**Estimating the first excitation energy of 1,1,1-trifluoroethane by hand**

**Question**

The table lists TDDFT results for CH₃CF₃ at one geometry. S1 and T1 are the vertical energies of the lowest singlet and triplet, f(S1) is the oscillator strength of S1, and the leading pair names the orbitals that carry most of S1. The exchange column is the share of exact (Hartree–Fock) exchange at large electron–electron distance.

Vertical excitations of 1,1,1-trifluoroethane (CH3CF3, C3v) in the gas phase, computed with PySCF 2.14.0 and density fitting at the PBE0-D3(BJ)/def2-SVP geometry. Singlets are from full TDDFT and triplets from the Tamm-Dancoff approximation, with core orbitals frozen in the response.

```tsv
functional	basis	exact exchange, long range (%)	S1 (eV)	f(S1)	leading pair	T1 (eV)
LDA	def2-SVPD	0	9.52	0.052	HOMO to LUMO	9.38
PBE	def2-SVPD	0	9.33	0.055	HOMO to LUMO	9.18
B3LYP	def2-SVPD	20	10.21	0.061	HOMO to LUMO	10.03
BHandHLYP	def2-SVPD	50	11.36	0.072	HOMO to LUMO	11.06
CAM-B3LYP	def2-SVPD	65	10.71	0.066	HOMO to LUMO	10.48
HF	def2-SVPD	100	12.57	0.198	HOMO-1 to LUMO	11.40
LC-wPBE	def2-SVPD	100	11.33	0.074	HOMO to LUMO	11.00
wB97X-D	def2-SVPD	100	11.02	0.070	HOMO to LUMO	10.82
PBE0	6-31+G(d)	25	10.25	0.083	HOMO to LUMO	10.04
PBE0	6-31G(d)	25	12.34	0.023	HOMO to LUMO	11.57
PBE0	aug-cc-pVDZ	25	9.81	0.054	HOMO to LUMO	9.66
PBE0	aug-cc-pVTZ	25	9.80	0.053	HOMO to LUMO	9.65
PBE0	def2-SVP	25	11.55	0.041	HOMO to LUMO	11.07
PBE0	def2-SVPD	25	10.51	0.064	HOMO to LUMO	10.29
PBE0	def2-TZVP	25	10.98	0.055	HOMO to LUMO	10.63
PBE0	def2-TZVPD	25	10.06	0.065	HOMO to LUMO	9.87
```

(a) Derive a one-constant rule for S1 from the HOMO–LUMO gap and the share a of exact exchange.
(b) Apply it to two def2-SVPD rows with the orbital energies of the same calculations: B3LYP (HOMO −10.83 eV, LUMO 0.35 eV) and wB97X-D (HOMO −13.02 eV, LUMO 2.33 eV).
(c) State its accuracy and range, and say what can be done without orbital energies.

**Model answer**

*(a) The rule.* If one orbital pair, HOMO (H) and LUMO (L), makes up the state, linear-response theory gives

S1 ≈ gap + 2K + (semilocal kernel term) − a·J.

The gap is ε(L) − ε(H). J = (HH|LL) is the Coulomb attraction between the excited electron and the hole it leaves behind. K = (HL|HL) and the kernel term depend on the overlap density of H and L. In two rows the weight of the pair was inspected, BHandHLYP and PBE0/def2-SVP, and it is 0.97 and 0.99.

The term −aJ has a simple origin. In a local Kohn–Sham potential an empty orbital sees the same field as an occupied one, so the gap already approximates an excitation energy. In Hartree–Fock an empty orbital describes an added electron, repelled by all N others, and the response must give back the attraction to the hole. A hybrid does this in proportion to a.

The overlap terms can be dropped if the LUMO is diffuse, and the numbers indicate that it is. With PBE0, S1 falls from 12.34 eV in 6-31G(d) to 9.80 eV in aug-cc-pVTZ, and over the eight bases the LUMO moves by 3.38 eV while the HOMO moves by 0.60 eV. This is the behaviour of a Rydberg-type state, whose excited electron lies largely outside the molecular frame. In LDA and PBE, where a = 0, S1 exceeds the gap by only 0.06 eV. The rule is therefore

S1 ≈ gap − a·J, with J ≈ 5 eV.

A fit of gap − S1 = aJ to LDA, PBE, B3LYP, PBE0 and BHandHLYP in def2-SVPD gives 5.07 eV, rounded to 5. The two rows with a = 0 carry no weight in such a fit, so three hybrids fix the constant. Read as the attraction of two point charges, one hartree divided by 5 eV gives a separation r = 5.44 bohr, or about 3 Å. The constant also absorbs K, the kernel and admixed pairs, so r is a rough size only.

A range-separated functional switches from a short-range share a(sr) to the tabulated share a(lr) as erf(ωr). The share that matters is the one at the electron–hole distance: a = a(sr) + [a(lr) − a(sr)]·erf(ωr). No new constant enters, only the definition of the functional.

*(b) Two rows.* B3LYP, one of the fitted rows:

- gap = 0.35 + 10.83 = 11.18 eV
- aJ = 0.20 × 5 = 1.00 eV
- S1 ≈ 10.18 eV, against 10.21 eV in the table

wB97X-D, outside the fit, with a(sr) ≈ 0.22 and ω ≈ 0.20 bohr⁻¹ as rough recalled definitions:

- gap = 2.33 + 13.02 = 15.35 eV
- ωr = 0.20 × 5.44 = 1.088, and erf(1.088) ≈ 0.876
- a = 0.22 + 0.78 × 0.876 = 0.903, so aJ = 4.52 eV
- S1 ≈ 10.83 eV, against 11.02 eV in the table

The second estimate is 0.19 eV low. With the tabulated 100 % it would be 0.67 eV low, because the small ω leaves the switch incomplete at 3 Å. For CAM-B3LYP and LC-wPBE the switch is nearly complete there, and the correction hardly matters.

*(c) Accuracy and range.* Over the fifteen rows led by HOMO to LUMO, the mean absolute deviation from the tabulated S1 is 0.10 eV. The ten rows outside the fit give 0.12 eV, and the worst deviation is −0.22 eV, or 2.2 % of that row's S1. All of these exceed the rounding of S1 many times over. The printed analysis after this text gives each row.

The misfit is systematic, and it is worst in the best basis, aug-cc-pVTZ. For PBE0 the rule is too high in the three bases without diffuse functions and too low in the five with them. The value of J that each PBE0 row implies falls steadily as the LUMO drops, from 5.64 eV in 6-31G(d) to 4.14 eV in aug-cc-pVTZ. A more extended LUMO sits farther from the hole and is attracted less, which is the natural reading, though the integrals themselves were not examined.

HF lies outside the range because its S1 is another state, HOMO-1 to LUMO, with f(S1) = 0.198 against at most 0.083 elsewhere. The rule gives 13.09 eV for the HOMO-to-LUMO state, above the tabulated 12.57 eV. That fits a change in the order of states but remains untested.

Without orbital energies a cruder line serves. The same five rows follow S1 ≈ 9.44 + 3.91·a eV within 0.11 eV. The slope is a difference of two larger effects: the gap opens by 9.16 eV per unit of a, and the response takes back 5.25 eV when an offset is allowed. The line holds only for global functionals with a up to 0.5 in def2-SVPD; HF, with its other state, lies 0.78 eV below it.

The restrictions to global functionals and to one basis bite hard. Fed with the long-range share, the line overshoots the three range-separated rows by 1.28 to 2.33 eV. The orbital energies point to the HOMO: LC-wPBE and wB97X-D share the 100 % of HF at long range and have nearly its LUMO energy, but their HOMO lies 1.66 and 2.53 eV higher. Theory expects this of a compact orbital, whose energy depends strongly on short-range exchange, of which these two functionals have much less than HF. The basis matters as well, since PBE0/def2-SVPD lies 0.71 eV above aug-cc-pVTZ, where the two aug bases agree within 0.01 eV. Whether other functionals shift by the same amount is untested.

T1 follows as S1 minus about 0.2 eV. The fourteen rows in which singlet and triplet are both led by HOMO to LUMO span 0.14 to 0.48 eV, the top value belonging to def2-SVP. HF drops out because both its singlet and its triplet are led by HOMO-1 to LUMO, and 6-31G(d) because its triplet is led by HOMO to LUMO+1. The difference compares full TDDFT with Tamm–Dancoff, so it is only an indication that K is small.

**Remarks on the reasoning**

The term −aJ is part of the TDDFT equations, so agreement with the table is no test of it. The agreement is consistent with something narrower: one pair dominates, and the overlap terms are small or absorbed in J. The rule reproduces calculations, vertical and without vibrational averaging, and is only as close to a spectrum as the row it imitates.

A candidate who recognises a Rydberg state may subtract a fixed term value from the ionisation energy. Against the ΔSCF ionisation energies of eight def2-SVPD rows this misses by 0.34 eV on average, where the gap rule misses by 0.07 eV. One reason is that TDDFT counts from the orbital energy, not from the energy of the cation. A fixed term below −HOMO would not help, since that distance runs from −0.07 eV in LDA and PBE to 2.56 eV in LC-wPBE. By the rule it equals aJ − ε(L), and aJ grows faster with a than the LUMO rises. In LC-wPBE −HOMO and the ΔSCF value nearly coincide, whereas in PBE the HOMO is about 3.7 eV too shallow by this measure. It is established that semilocal potentials decay too fast, which raises the HOMO and pulls Rydberg excitations down.

Some of the tabulated S1 energies lie above −HOMO, the ionisation threshold of the method: those of LDA and PBE, and those of PBE0 with 6-31G(d), def2-SVP and def2-TZVP. For PBE0 the cause is the basis. In the five bases with diffuse functions S1 lies 0.55 to 1.13 eV below the threshold, so the compact bases squeeze a bound state and push it up. LDA and PBE were run in def2-SVPD only, where S1 lies 0.07 eV above the threshold, and whether a larger basis would bind the state is open. The intercept of the cruder line leans on these two rows and is not a converged quantity.

A valence series would behave differently. In the π→π* excitation of an alkene both orbitals occupy the same atoms, so theory makes K and J larger, the singlet–triplet gap wide and diffuse functions less decisive. The bare gap of a semilocal functional would then fall short of that singlet, and 2K would have to be kept.

In practice, for this molecule (J was fitted to no other): use a diffuse basis and expect a HOMO-to-LUMO state, as in every row but HF. Take gap − 5a eV (for a range-separated functional, with a at about 3 Å), and lower J towards 4 eV for PBE0 in an aug-cc basis. If the result lies below −HOMO, trust it to about 0.2 eV of the calculation.

Numerical output:

```
J fitted on 5 global def2-SVPD rows 5.07 eV; used 5 eV, r = 5.44 bohr = 2.88 A
rounding of S1, T1: 0.005 eV (0.02 eV in implied J at a = 0.25)
row | gap | a | rule 1 | S1 | error | implied J | -HOMO-S1 | S1-T1 (eV)
LDA/def2-SVPD          9.46 0.00  9.46  9.52 -0.06    - -0.07 0.14
PBE/def2-SVPD          9.27 0.00  9.27  9.33 -0.06    - -0.07 0.15
B3LYP/def2-SVPD       11.18 0.20 10.18 10.21 -0.03 4.85 +0.62 0.18
BHandHLYP/def2-SVPD   13.92 0.50 11.42 11.36 +0.06 5.13 +1.49 0.30
CAM-B3LYP/def2-SVPD   13.86 0.64 10.63 10.71 -0.08 4.88 +1.91 0.23
HF/def2-SVPD          18.09 1.00 13.09 12.57 +0.52 5.52 +2.98 1.17
LC-wPBE/def2-SVPD     16.22 1.00 11.24 11.33 -0.09 4.91 +2.56 0.33
wB97X-D/def2-SVPD     15.35 0.90 10.83 11.02 -0.19 4.79 +2.00 0.20
PBE0/6-31+G(d)        11.44 0.25 10.19 10.25 -0.06 4.77 +0.74 0.21
PBE0/6-31G(d)         13.75 0.25 12.50 12.34 +0.16 5.64 -1.87 0.77
PBE0/aug-cc-pVDZ      10.87 0.25  9.62  9.81 -0.19 4.22 +1.12 0.15
PBE0/aug-cc-pVTZ      10.83 0.25  9.58  9.80 -0.22 4.14 +1.13 0.15
PBE0/def2-SVP         12.89 0.25 11.64 11.55 +0.09 5.35 -0.79 0.48
PBE0/def2-SVPD        11.75 0.25 10.50 10.51 -0.01 4.96 +0.55 0.22
PBE0/def2-TZVP        12.29 0.25 11.04 10.98 +0.06 5.24 -0.10 0.35
PBE0/def2-TZVPD       11.23 0.25  9.98 10.06 -0.08 4.69 +0.87 0.19
rule 1, 15 rows: mean abs 0.10, worst -0.22 eV (PBE0/aug-cc-pVTZ)
rule 1, 10 rows outside fit: mean abs 0.12, worst -0.22 eV (PBE0/aug-cc-pVTZ)
rule 1 worst relative error 2.2 %; HF (other pair, f 0.198) +0.52 eV
rule 1 with long-range share, error eV: CAM-B3LYP -0.10, LC-wPBE -0.11, wB97X-D -0.67
worked B3LYP: 0.35+10.83 = 11.18; minus 0.20*5 = 1.00; gives 10.18, table 10.21
worked wB97X-D: 2.33+13.02 = 15.35; minus 0.90*5 = 4.52; gives 10.83, table 11.02
erf(omega*r): CAM-B3LYP 0.989, LC-wPBE 0.998, wB97X-D 0.876
rule 2: S1 = 9.44 + 3.91 a eV; gap = 9.38 + 9.16 a; gap-S1 = -0.07 + 5.25 a
rule 2 errors, fitted rows: LDA -0.08, PBE +0.11, B3LYP +0.02, BHandHLYP +0.04, PBE0 -0.09
rule 2 errors, other def2-SVPD: CAM-B3LYP +1.28, LC-wPBE +2.02, wB97X-D +2.33, HF +0.78
share that rule 2 would need: CAM-B3LYP 0.32, LC-wPBE 0.48, wB97X-D 0.40
PBE0 shift from aug-cc-pVTZ, S1 / LUMO / HOMO (eV):
  6-31+G(d) +0.45/+0.55/-0.06; 6-31G(d) +2.54/+3.38/+0.46; aug-cc-pVDZ +0.01/+0.03/+0.00; aug-cc-pVTZ +0.00/+0.00/+0.00
  def2-SVP +1.75/+2.23/+0.17; def2-SVPD +0.71/+0.78/-0.13; def2-TZVP +1.18/+1.50/+0.05; def2-TZVPD +0.26/+0.40/-0.00
PBE0 spread over bases: S1 2.54, LUMO 3.38, HOMO 0.60 eV
IP - S1 (eV): LDA 3.70, PBE 3.65, B3LYP 3.39, BHandHLYP 2.77, CAM-B3LYP 3.16, LC-wPBE 2.58, wB97X-D 2.70, PBE0 3.09
mean term 3.13 eV, effective n 2.09; Ry/4 = 3.40 eV
IP minus mean term, 8 rows: mean abs 0.34, worst +0.57 eV (LDA/def2-SVPD)
rule 1, same 8 rows: mean abs 0.07, worst -0.19 eV (wB97X-D/def2-SVPD)
S1-T1, 14 rows of same leading pair: mean 0.23, range 0.14 to 0.48 eV
```
